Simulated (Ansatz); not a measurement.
A series in volume scale on TaN

Results calculated with Ansatz 0.2.0, not measured. Free energy against uniform scaling of the volume at fixed shape and fractions; periodic cell, basis, potentials, k mesh and filling as listed.

The cell before it is scaled or strained (space group Fm-3m, No. 225):
```
cell vectors (Å)
   0.0000     2.1790     2.1790
   2.1790     0.0000     2.1790
   2.1790     2.1790     0.0000
atoms (fractions of the cell vectors)
Ta  0.50000  0.50000  0.50000
N   0.00000  0.00000  0.00000
```

Settings of every row: functional LDA; dispersion none; potentials all-electron LAPW; k mesh 11x11x11; k shift 0x0x0; occupations fermi dirac; smearing width 0.1 eV; spin none.

Limits: coarse k mesh, up to 40 meV an atom off; no spin-orbit coupling, which can matter with elements this heavy.

```
row  volume scale  V (Å³/atom)  energy above lowest point (meV/atom)
  1          0.92        9.518                                  74.5
  2          0.96        9.932                                     ?
  3             1       10.346                                     0
  4          1.04        10.76                                  23.5
  5          1.08       11.174                                  77.2
```

Question: what energy above lowest point should row 2 give?

Worked fit of energy above lowest point. Take u = (V_r/V)^(2/3) − 1 with V_r = 10.553 Å³ an atom, which is twice the finite (Eulerian) strain; such expansions in the strain, on which the Birch-Murnaghan equation of state is built, carry the rest volume and the bulk modulus. The shown rows have u = 0.07124, 0.01329, -0.01287, -0.0374. Least squares give energy above lowest point = 7.5 − 899.5 × u + 25825 × u² meV/atom; a straight line predicts inner rows, each left out in turn, worse (root mean square 46 against 0.31 meV/atom). The rows lie off it by 0.0, -0.1, 0.1, -0.1. Its lowest point lies at u = 0.0174, or V = 10.28 Å³ an atom, and the curvature there gives the bulk modulus at fixed shape and fractions, B = (4/9)(1 + u)² E″(u)/V = 370 GPa. The withheld row has u = 0.04126, so the fit gives 7.5 − 899.5 × (0.04126) + 25825 × (0.04126)² = 14.4 meV/atom.

The calculation gave 14 meV/atom. The fit lies 0.4 meV/atom (2.9 % of the value, 0.52 % of the column's range) above it; its largest miss of a shown row is 0.1 meV/atom.
